Whether this small disiloxane may be represented by its most stable shape, or needs an average over several shapes, decides how its properties at room temperature should be computed. The molecule has two silicon atoms joined by oxygen; one carries bromine, the other a CH₂F group. One shape lies well below the others in energy, which seems to favour the cheaper choice. The weights lead to the opposite choice, because fewer than half of the molecules are in that shape.

Six conformers of isolated C[Si@H](Br)O[Si@H](C)CF, computed with PySCF 2.14.0 and tblite 0.8.0: PBE0-D3(BJ)/6-31G(d) energies at GFN2-xTB geometries. Free energies and weights at 298.15 K include GFN2-xTB quasi-harmonic terms (soft-mode cut 100 cm⁻¹). The torsions are, in order, Br3-Si2-O4-Si5, Si2-O4-Si5-C6 and O4-Si5-C7-F8.

```
number  torsions in degrees  GFN2-xTB energy above its lowest (kcal/mol)  DFT energy above the lowest (kcal/mol)  free energy above the lowest (kcal/mol)  weight (%)  dipole (D)
     1         (-44,97,-52)                                        0.200                                   0.000                                    0.000       45.10       1.580
     2        (-16,136,180)                                        0.900                                   1.460                                    0.450       21.20       2.630
     3       (-31,-179,176)                                        0.880                                   1.440                                    0.660       14.70       2.860
     4        (49,-32,-172)                                        0.370                                   1.800                                    1.120        6.80       1.740
     5          (-78,27,57)                                        0.560                                   1.260                                    1.160        6.40       2.200
     6         (7,-55,-176)                                        0.000                                   1.620                                    1.210        5.80       2.310
```

Row 1 is lowest in DFT energy by 1.26 kcal/mol, about twice the thermal energy RT at room temperature. If energy alone decided, it would hold 71% of the molecules. The table gives it 45%. Row 2 moves the other way: it is only fourth in energy, yet second in weight.

What separates the two rankings is the thermal part of the free energy. A conformer is a valley in the energy landscape, and the molecule moves about inside it. The depth of the valley favours one shape, while its breadth favours another, since a broad valley offers more thermally accessible states. At room temperature a shallow but broad valley can therefore hold more molecules than its energy suggests.

A single particle that can sit in either of two harmonic wells shows the effect in its simplest form. Let well 2 lie higher than well 1 by an energy ΔE, and let the vibrational frequencies be ν₁ and ν₂. For classical motion the ratio of the populations is

p₂/p₁ = (ν₁/ν₂) exp(−ΔE/RT).

Halving the frequency of well 2 doubles its population, which is worth RT ln 2, or about 0.4 kcal/mol. The analogy holds for one motion at a time. A molecule has many vibrations, they are quantised, and the quasi-harmonic treatment used here limits what the softest of them contribute.

For the conformers the same reasoning is written with a free energy. Let E be the DFT energy above the lowest and G the free energy above the lowest. The thermal term t is their difference, so that

G = E + t,
p = exp(−G/RT) / sum of exp(−G/RT) over the six conformers.

A negative t means that thermal motion favours a conformer relative to row 1. The term contains zero-point energy and rotation as well as the vibrational entropy that the two wells illustrate.

The thermal terms fall into two groups, and the last of the three listed torsions tells them apart. This angle describes where fluorine lies relative to oxygen, seen along the bond between silicon and the CH₂F carbon. In rows 1 and 5 it is close to 55° in size, so fluorine sits beside the oxygen, a position called gauche. In the other four rows it is close to 180°, and fluorine points away from the oxygen, which is called anti. Every anti conformer gains more from its thermal term than either gauche conformer does.

The size of the difference matters because it is comparable with the energy gaps. On average the thermal term is −0.05 kcal/mol for gauche fluorine and −0.72 kcal/mol for anti fluorine. The difference corresponds to a factor of about three in population, as if one or two vibrations had halved their frequency. It raises the share of the four anti conformers from about a fifth, on energy alone, to almost half.

A plausible reason is that fluorine beside the oxygen restrains the skeleton. Fluorine and oxygen both carry negative charge, and the silicon atoms carry positive charge. When fluorine lies close to the siloxane unit, a twist about an Si–O or Si–C bond changes several of these interactions at once, which can steepen the valley. With fluorine turned away, the same twist should meet less resistance. This is an argument from general principles: the thermal terms show how much each conformer gains, but they do not identify the motion responsible. Twists of the skeleton may also account for only part of the gain, because many of them are expected below 100 cm⁻¹, where the quasi-harmonic treatment damps differences between conformers.

The grouping can be turned into a model with only two thermal values, one for gauche and one for anti. They were obtained by least squares from the thermal terms of all six rows, which amounts to taking the two group means. Row 3, which was part of that fit, serves as a worked case. Its DFT energy is 1.44 kcal/mol, and the model credits it with a thermal advantage over row 1 of 0.72 − 0.05 = 0.67 kcal/mol. Hence

G = 1.44 − 0.67 = 0.77 kcal/mol,
p₃/p₁ = exp(−0.77/0.59) ≈ 0.27.

The table gives 14.7/45.1 ≈ 0.33 for this ratio, whereas energy alone would give about 0.09. The simple correction thus recovers most of the effect. For row 1 the model yields a weight of 50%, close to the 45% in the table. When each row in turn is left out of the fit and then predicted, the typical error in the thermal term is 0.24 kcal/mol, which changes a population ratio by a factor of about 1.5.

There is another simple explanation: a deeper valley might just be a stiffer one, wherever the fluorine is. Row 5 speaks against it. It lies well above row 1 in energy, yet its thermal term differs from that of row 1 by only 0.10 kcal/mol. A straight line of the thermal term against DFT energy, fitted to the same six rows, also does worse than the two groups. With only two gauche conformers, this is a preference between two descriptions and leaves the cause open.

Row 5 also explains an apparent irregularity at the bottom of the table. It is second in energy but only fifth in weight, because the anti conformers gain from thermal motion and it hardly does. Rows 4 and 6 start higher and are lifted to nearly the same population. These three rows end within 0.09 kcal/mol of one another in free energy, so their order carries no meaning. They share a similar weight for different reasons.

Rows 2 and 6 are where the two-value model fails most clearly. Row 2 gains more than the average anti conformer, and its weight is 21% where the model gives 13%. Row 6 gains less, and the model gives it 10% in place of about 6%. The position of fluorine therefore matches the broad pattern, while individual conformers depart from it by a few tenths of a kcal/mol, whether through the rest of the skeleton or through errors in the thermal terms.

Shifts of that size call for caution, because rows 2 and 4 each keep an imaginary vibrational frequency, of about 13i and 7i cm⁻¹. Both are anti conformers, so part of the contrast between the groups rests on uncertain terms. Rows 3 and 6, which have no such mode, nevertheless also gain more than either gauche conformer. All the geometry relaxations were also flagged as loosely converged. Along an imaginary mode the energy curves downwards, so an ordinary vibrational contribution is not defined. One vibration at 100 cm⁻¹ is worth 0.43 kcal/mol of free energy, which gives a scale for the possible error. If one such contribution is missing from row 2, restoring it would leave rows 1 and 2 almost equally populated, at 37% and 35%. The same correction to row 4 alone would raise its weight from 7% to about 13%. Either change would widen the gap between anti and gauche, whereas it would shrink if the imaginary modes had been credited with too much. The main conclusion is most sensitive to row 1: an error of the same size there, if correcting it lowered the free energy, would raise its weight to 63%, which is more than half. Row 6 would then no longer gain more than row 1, and the two groups would overlap.

This also limits what can be read into the order of rows 2 and 3. Their DFT energies differ by 0.02 kcal/mol, which is within the noise, so their different weights come from the thermal terms alone. The difference between those terms is smaller than the contribution of the single vibration just considered, and row 2 is one of the conformers with an imaginary frequency. It is safer to take the two rows together, as about 36% of the molecules, than to rank one above the other.

The electronic lead of row 1 is a separate matter from its thermal handicap. Gauche fluorine is not enough to explain it, since row 5 has gauche fluorine too and lies 1.26 kcal/mol higher. The two gauche positions are not equivalent, because the neighbouring silicon also carries a methyl group and a hydrogen atom, and the other torsions differ as well. One possibility is that only in row 1 does the negatively charged fluorine come into a favourable position near the silicon that bears bromine. That is a guess, and contact distances would be its first test.

A low dipole moment does not account for the lead either. Row 1 has the smallest dipole, as expected if opposed bond dipoles lower the energy. Row 4, however, has nearly the same dipole, 1.74 D against 1.58 D, and the highest DFT energy of all. The dipole sums the charge distribution over the whole molecule, while the energy depends on which charges lie close together.

The lead also depends strongly on the method that supplies the energies. GFN2-xTB, the faster method used for the geometries, places row 6 lowest and row 1 slightly above it. Combined with the same thermal terms, its energies would give row 6 a weight of 29% and row 1 only 10%. PBE0 is generally the better founded of the two for such energies, but the small basis set can favour shapes in which distant parts of the molecule approach each other. The choice of energy method thus matters at least as much as the thermal correction.

For the practical decision, an averaged property is a better guide than the name of the leading conformer. With the weights of the table, the mean size of the dipole is

0.451×1.58 + 0.212×2.63 + 0.147×2.86 + 0.068×1.74 + 0.064×2.20 + 0.058×2.31 ≈ 2.1 D.

Row 1 alone would give 1.6 D, about a quarter too low relative to this average. With the weights from GFN2-xTB energies and the same thermal terms, the average becomes

0.103×1.58 + 0.174×2.63 + 0.122×2.86 + 0.244×1.74 + 0.067×2.20 + 0.289×2.31 ≈ 2.2 D.

The leading conformer has changed, yet the average has hardly moved. Here averaging removes a clear bias even though the individual weights remain uncertain. The result applies to isolated molecules and to the six conformers that were kept; two more were found but left out, and a shape from the force-field search fell away in the GFN2-xTB relaxation, so the set may lack it or others. A polar liquid would tend to favour the shapes with larger dipoles, rows 2 and 3 above all.

The same reasoning can be carried to a related flexible molecule. The energy gap should first be compared with RT, and then with the thermal gain that a looser shape may have. If the lowest conformer is held by a close internal contact and the others are free of it, a gap of one or two kcal/mol is no assurance that one shape will dominate. Several moderately higher conformers, each with a modest thermal gain, can together hold half of the molecules.
